The Bi⁴⁺ row looks wrong. The 4s1/2 level deepens by 39.44 eV from Tl⁴⁺ to Pb⁴⁺ and by 45.52 eV from Pb⁴⁺ to Bi⁴⁺, although successive steps otherwise grow by only 1.1 to 1.4 eV. The size of the orbital hardly shares the jump. The extra 4.96 eV is 11 % of the energy step, while the same measure for the mean radius ⟨r⟩ and the mean inverse radius ⟨1/r⟩ does not exceed the rounding of the table. The run is sound. The added electron has gone into 6s and not into 5d, and the row shows why a hand estimate of a core level needs one effective charge for its size and another for its energy.

Ions of charge +4 from Hf to Bi, computed with Quantum ESPRESSO 7.5 (ld1.x): all-electron Dirac Kohn-Sham calculations with the BLYP functional, spherical spin-unpolarised densities and a point nucleus. Eigenvalues are negative for bound levels, and [Xe] stands for the closed xenon core.

```
species   Z  electrons                                      configuration  eigenvalue (4s1/2) (eV)  mean radius (4s1/2) (bohr)  mean inverse radius (4s1/2) (1/bohr)
   Hf4+  72         68                             [Xe] (4f5/2)6 (4f7/2)8                  -552.19                     0.46815                                3.1244
   Ta4+  73         69                    [Xe] (4f5/2)6 (4f7/2)8 (5d3/2)1                  -581.26                     0.45864                                3.1961
    W4+  74         70                    [Xe] (4f5/2)6 (4f7/2)8 (5d3/2)2                  -611.54                     0.44939                                3.2692
   Re4+  75         71                    [Xe] (4f5/2)6 (4f7/2)8 (5d3/2)3                  -642.97                     0.44040                                3.3437
   Os4+  76         72                    [Xe] (4f5/2)6 (4f7/2)8 (5d3/2)4                  -675.50                     0.43165                                3.4196
   Ir4+  77         73           [Xe] (4f5/2)6 (4f7/2)8 (5d3/2)4 (5d5/2)1                  -709.41                     0.42315                                3.4969
   Pt4+  78         74           [Xe] (4f5/2)6 (4f7/2)8 (5d3/2)4 (5d5/2)2                  -744.41                     0.41488                                3.5755
   Au4+  79         75           [Xe] (4f5/2)6 (4f7/2)8 (5d3/2)4 (5d5/2)3                  -780.51                     0.40685                                3.6555
   Hg4+  80         76           [Xe] (4f5/2)6 (4f7/2)8 (5d3/2)4 (5d5/2)4                  -817.71                     0.39903                                3.7370
   Tl4+  81         77           [Xe] (4f5/2)6 (4f7/2)8 (5d3/2)4 (5d5/2)5                  -856.03                     0.39144                                3.8199
   Pb4+  82         78           [Xe] (4f5/2)6 (4f7/2)8 (5d3/2)4 (5d5/2)6                  -895.47                     0.38405                                3.9042
   Bi4+  83         79  [Xe] (4f5/2)6 (4f7/2)8 (5d3/2)4 (5d5/2)6 (6s1/2)1                  -940.99                     0.37685                                3.9903
```

**Two kinds of screening**

Each row of these Dirac BLYP ions adds one proton and one electron, and 4s stays a filled core level. What another electron does to it depends on where that electron sits, and the two limits are simple. An electron wholly inside the 4s orbital cancels one proton: it weakens the force on the 4s electron, so it changes both size and energy. A spherical shell wholly outside exerts no force on anything within it. It raises the potential there by a constant, its own ⟨1/r⟩ in hartree, so it shifts the eigenvalue ε and leaves the orbital as it was.

With ⟨r⟩ near 0.4 bohr, the 4s orbital has the 28 electrons of n ≤ 3 mostly inside it, the other n = 4 electrons at similar distances, and the n = 5 and 6 electrons mostly outside. Its size therefore answers to a charge of roughly Z less the inner electrons, and its energy is much shallower than that charge suggests. For Hf⁴⁺ a hydrogenic level with the charge read from ⟨1/r⟩, using the n* defined below, would lie at 72 hartree, and the table has 20.3. Occupation times ⟨1/r⟩, summed over 4f, 5s and 5p of the same run, is 35 hartree. That is an upper bound on the repulsion from those shells, and it is of the same order as the gap of 52 hartree, to which 4p and 4d also contribute. The comparison supports the picture in order of magnitude only.

A single step reads the same way. The new proton alone would deepen the Hf⁴⁺ level by ⟨1/r⟩ = 3.12 hartree, or 85 eV. The new 5d electron of Ta⁴⁺, whose ⟨1/r⟩ is 0.74 hartree in the same run, gives back up to 20 eV, and the net step is 29 eV. The picture assigns the remaining 36 eV or so to the contraction of all other shells, which raises their repulsion; this part is argued and was not computed separately.

**Relativity as a smaller quantum number**

A hydrogenic orbital has ⟨1/r⟩ = Z_eff/n², and for an s state ⟨r⟩ = 1.5 n²/Z_eff. Read with n = 4, the table gives a charge that grows by 1.26 per proton from ⟨1/r⟩ and 1.13 from ⟨r⟩, more than the proton supplies. The 4p levels of the same runs point to the cause. From Hf⁴⁺ to Tl⁴⁺ the gain is 1.24 for 4p1/2 and 0.95 for 4p3/2. Without relativity these two would be one orbital, so their difference is relativistic, and 4s1/2 behaves like 4p1/2, with which it shares j = 1/2. How much of the total 4s contraction of 19.5 % is relativistic has not been isolated, since all rows use the Dirac equation.

In the energy formula of the Dirac hydrogen-like ion, n is replaced by n* = n − δ, with δ = 1 − √(1 − (Zα)²) for j = 1/2, where α is the fine-structure constant. The defect vanishes as Zα → 0 and grows as (Zα)²/2. It arises close to the nucleus, where the electron is fast and sees nearly the bare charge, which is the argument for evaluating δ with the full Z while the size is set by the screened charge. Here n* falls from 3.851 at Hf to 3.796 at Bi.

**The rule**

With x = Z − 72, lengths in bohr and Ry = 13.606 eV:

- n* = 3 + √(1 − (Zα)²)
- ⟨1/r⟩ = (Z − 25.7)/n*²
- ⟨r⟩ = 1.5 n*²/(47.5 + 0.89x)
- |ε| = Ry · [(24.5 + 0.63x)/n*]²

Using n* in the two size formulas as well is an approximation, not a Dirac result. Each formula was inverted row by row for its charge. The screening constant σ = 25.7 is the rounded mean over all twelve rows, which range from 25.51 to 25.78. The charge in ⟨r⟩ is a least-squares line through all twelve rows. The charge Z_E in |ε| is a least-squares line through Hf to Pb, with Bi left out because its outer shell differs. Z_E is a little over half of Z − σ (0.53 at Hf, 0.55 at Pb), which is the outer screening in another form. Intercepts and slopes trade against each other and carry no separate meaning.

For W⁴⁺, Z = 74 and x = 2. Then Zα = 0.5400, (Zα)² = 0.2916, √0.7084 = 0.8417, so n* = 3.8417 and n*² = 14.758. The inverse radius is 48.3/14.758 = 3.273 bohr⁻¹, against 3.2692 in the table. The mean radius is 1.5 × 14.758/49.28 = 0.4492 bohr, against 0.44939. The energy charge is 24.5 + 1.26 = 25.76, so |ε| = 13.606 × (25.76/3.8417)² = 611.8 eV, against 611.54.

For Hg⁴⁺, x = 8, n* = 3.8119 and n*² = 14.531. The three charges are 54.3, 54.62 and 29.54, which give 3.737 bohr⁻¹, 0.3990 bohr and 817.1 eV, against 3.7370, 0.39903 and 817.71. Both ions were part of all three fits and lie inside the range, so they show the arithmetic and are no test.

**Accuracy**

Relative to the table, the worst errors are −0.33 % for ⟨1/r⟩ and +0.10 % for ⟨r⟩, both at Bi, and −0.26 % for |ε| among the fitted rows, at Hf. In absolute terms the largest miss from Hf to Pb is 2.2 eV, at Pb. These errors are far above the rounding (0.005 eV, and under 0.002 % in the radii) and form an arc, with one sign at both ends and the other in the middle, so the true charges are slightly curved in Z. Curvature costs more outside the fitted range: an energy line fitted on Hf to Ir alone misses Pb by −0.71 %.

The defect matters for the one-constant form. With n = 4 and the mean σ of 20.8, ⟨1/r⟩ is off by up to 2.6 %. The success with n* should not be read as constant screening, however. The charge still gains 1.015 per proton, slightly more than one, and ⟨r⟩ with a single constant errs by up to 1.3 %. In the Dirac ion ⟨1/r⟩ = −dE/dZ contains a further term because δ itself grows with Z, and the rule omits it. That term is positive and grows faster than Z/n*², so if it carries over to the screened ion, a σ that is flat without it rises along the row with it; the flat σ is then a cancellation between the omitted term and slowly rising screening. The transfer to 4p fits this caution: σ goes from 27.31 to 27.26 for 4p1/2 between Hf and Tl, but from 29.70 to 30.93 for 4p3/2 with its own smaller defect.

For the energy alone, a power law is better than the hydrogenic form: |ε| = 552.3 eV × (Z/72)^3.72, from a least-squares line in log–log over Hf to Pb, stays within 0.08 % there. The exponent is a local slope of a screened Z² law. At Ir, the energy charge gives 2 × 77 × 0.63/27.64 = 3.5, and the fall of n* by 0.005 per element adds 2 × 77 × 0.005/3.83 = 0.2. It has no reason to hold far from Z = 72 to 82.

**When the outer shell changes**

At Bi the hydrogenic rule is too shallow by 8.1 eV (−0.86 %) and the power law by about 0.4 %. The outer limit explains the sign. The 6s orbital has a mean radius of 1.960 bohr in that run and 5d5/2 has 1.224, so the new electron raises the core potential less than another 5d electron would have done, and 4s sinks with almost no change of shape. Taking 1/⟨r⟩ as a measure of that potential, the change is (1/1.224 − 1/1.960) × 2 Ry = 8.35 eV, of which 4.96 eV appears, a fraction 0.59.

Ir⁴⁺ shows the effect in small. Filling passes there from 5d3/2 (1.469 bohr) to the wider 5d5/2 (1.508 bohr), a change of 0.48 eV, and the step grows by 1.38 eV between neighbouring growths of 1.10 and 1.09, an extra 0.29 eV. The fraction is again 0.59. The fraction lies below one largely through relaxation: the other outer shells contract when they are screened less, and the runs show it. From Tl to Bi ⟨1/r⟩ of 5d5/2 gains 0.0805 bohr⁻¹ in two elements, against 0.0324 in the one before, and 5d3/2 gains 0.0847 against 0.0348. The excess over two such steps, times the occupations, is about 4 eV of added repulsion at the core, and 5p and 5s add a little more. Two cases do not fix a constant, the Ir value is uncertain by a few hundredths of an eV from rounding, and the number depends on the measure: the true ⟨1/r⟩ of the Ir orbitals, 0.8813 and 0.8556 bohr⁻¹, differ by 0.70 eV and give about 0.4, and those of the Bi 5d5/2 and 6s orbitals differ by 11.1 eV and give 0.45. Since ⟨1/r⟩ is what the outer limit calls for, the exact match at 0.59 is an accident of the cruder measure. The Ir feature also follows from the imposed filling of 5d3/2 before 5d5/2 in a spherical, unpolarised density, and need not belong to the real ion.

In practice, continue the steps and then correct. The step after Pb with unchanged shell would be 39.44 + 1.12 = 40.56 eV, and the Ir fraction applied to 8.35 eV adds 4.9, so |ε| = 895.47 + 40.56 + 4.9 = 940.9 eV, against 940.99. This uses the radii of the Bi run, and the closeness is partly luck: the same recipe with the true ⟨1/r⟩ adds about 4.5 eV. Adding 5.0 eV to the hydrogenic rule still leaves it 3.2 eV short, because its end-of-range error grows as well. By the same argument, a second 6s electron in the next element should keep the larger step without a second jump.

**Range**

The energy constants belong to charge +4 and a full 4f shell. Removing an outer electron lowers the core potential by an amount of the order of its 1/⟨r⟩, which is 16 to 22 eV for the 5d electrons of these runs, so |ε| needs new constants for another charge, while the two size rules should move far less. Below Hf the added electron enters 4f, which lies farther out than 4s on average but overlaps it strongly and belongs to neither limit, so none of the slopes carries over. The fitted quantity is a BLYP eigenvalue, which self-interaction leaves shallower than an ionisation energy, so 0.3 % against the table is not 0.3 % against a spectrum. The point nucleus overbinds s levels slightly, more so at high Z, and Breit and QED terms are absent; the constants have absorbed these settings.
